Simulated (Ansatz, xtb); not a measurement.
Relative energy of two structures of CH6InSi−

Structure X: a singlet given by its coordinates. Structure Y: a singlet given by its coordinates. Both are gas-phase species (loosely bound parts included), relaxed with r2SCAN-D4/def2-SVPD.

X (Å):

```xyz
9

C     0.2096    1.5837   -0.4752
In   -1.3914   -1.6322    1.1325
Si   -0.8024    0.1567   -1.3440
H     1.2115    1.6624   -0.9344
H     0.3346    1.4469    0.6104
H    -0.0991   -1.0711   -0.6412
H    -1.9687    0.0380   -0.2849
H    -0.4537   -0.3890    2.1842
H    -0.2903    2.5535   -0.6492
```

Close contacts (Å): C1–Si3 1.95, In2–Si3 3.11, C1–H4 1.10, C1–H5 1.10, C1–H9 1.10, In2–H6 2.27, In2–H7 2.27, In2–H8 1.88, Si3–H6 1.58, Si3–H7 1.58.

Y (Å):

```xyz
9

C     1.9792    1.5931    0.7481
In    0.3627    0.0193    1.4824
Si    1.8243    1.7510   -1.0778
H     1.4504    0.4509   -1.7532
H     3.0666    2.1681   -1.8555
H     0.7755    2.7464   -1.4817
H     2.9754    1.2608    1.0826
H    -0.9780    0.9042    0.4863
H     1.7401    2.5524    1.2424
```

Close contacts (Å): C1–In2 2.37, C1–Si3 1.84, C1–H7 1.10, C1–H9 1.11, In2–H8 1.89, Si3–H4 1.51, Si3–H5 1.52, Si3–H6 1.50.

Energies in hartree; the thermal terms are from r2SCAN-D4/def2-SVPD harmonic frequencies (ideal gas, rigid rotor, one conformer each, 298.15 K, 1 atm) and include the zero-point energy:

```
                               X           Y
E, CCSD(T)/def2-SVPD  −519.794824  −519.801459
    E, MP2/def2-SVPD  −519.721345  −519.732405
  E, MP2/def2-TZVPPD  −520.119989  −520.131719
   zero-point energy     0.055014     0.052738
        H(298 K) − E     0.062424     0.060225
        G(298 K) − E     0.023648     0.021124
```

Problem. Correct the CCSD(T) difference for the basis set by the MP2 change, then work out ΔE, ΔE₀, ΔH and ΔG for X → Y in kJ/mol (1 Eh = 2625.50 kJ/mol) and the equilibrium ratio [Y]/[X].

Solution. 1. Differences Y − X: CCSD(T) −0.006635, MP2 in the small set −0.011060, MP2 in the large set −0.011730 Eh.
2. ΔE = −0.006635 + (−0.011730 − (−0.011060)) = −0.007305 Eh = −19.18 kJ/mol.
3. ΔE₀ = ΔE + ΔZPE = −0.007305 + (−0.002276) Eh = −25.15 kJ/mol.
4. ΔH = ΔE + (−0.002199) Eh = −24.95 kJ/mol.
5. ΔG = ΔE + (−0.002524) Eh = −25.81 kJ/mol, so ΔS = (ΔH − ΔG)/T = +2.9 J/(mol K).
6. kT = 0.9442 mEh, so K = [Y]/[X] = exp(−ΔG/kT) = exp(+10.41) ≈ 3.3 × 10^4.

Structure Y is favoured at this temperature. An error of 4 kJ/mol in ΔG would change K by a factor of 5. Mirror images and further conformers aren't counted.

Other levels gave ΔE = −12.6 (r2SCAN-D4/def2-SVPD); −34.8 (HF/def2-SVPD); −29.0 (MP2/def2-SVPD); −17.4 (CCSD(T)/def2-SVPD) kJ/mol. The correlated steps freeze 10 core orbitals; the filled d shell of In is correlated, in a basis made for valence electrons. Atoms past krypton carry core potentials in the def2 sets, without spin–orbit terms. Programs: Ansatz 0.2.0.

Structure Y is lower at every level listed, and the small entropy change leaves the preference essentially energetic. Its geometry suggests a silyl-substituted carbanion donating to InH through a rather long In–C contact, whereas X resembles a methylsilyl anion held to InH by two Si–H···In bridges. In X the silicon lone pair points away from indium, so the strongest donor site goes unused. A free methylsilyl anion would normally be favoured over its carbanion isomer, since silicon carries the charge more easily and C–H bonds are stronger than Si–H bonds. The reversal here therefore probably comes from the direct C→In donation, helped by polarisation and negative hyperconjugation from the silyl group. Zero-point energy adds to the preference, as expected when a stiff C–H stretch is exchanged for a softer Si–H one. The result doesn't show that indium prefers carbon to silicon: that would need the isomer in which the silyl lone pair binds indium directly, which could well lie below X.
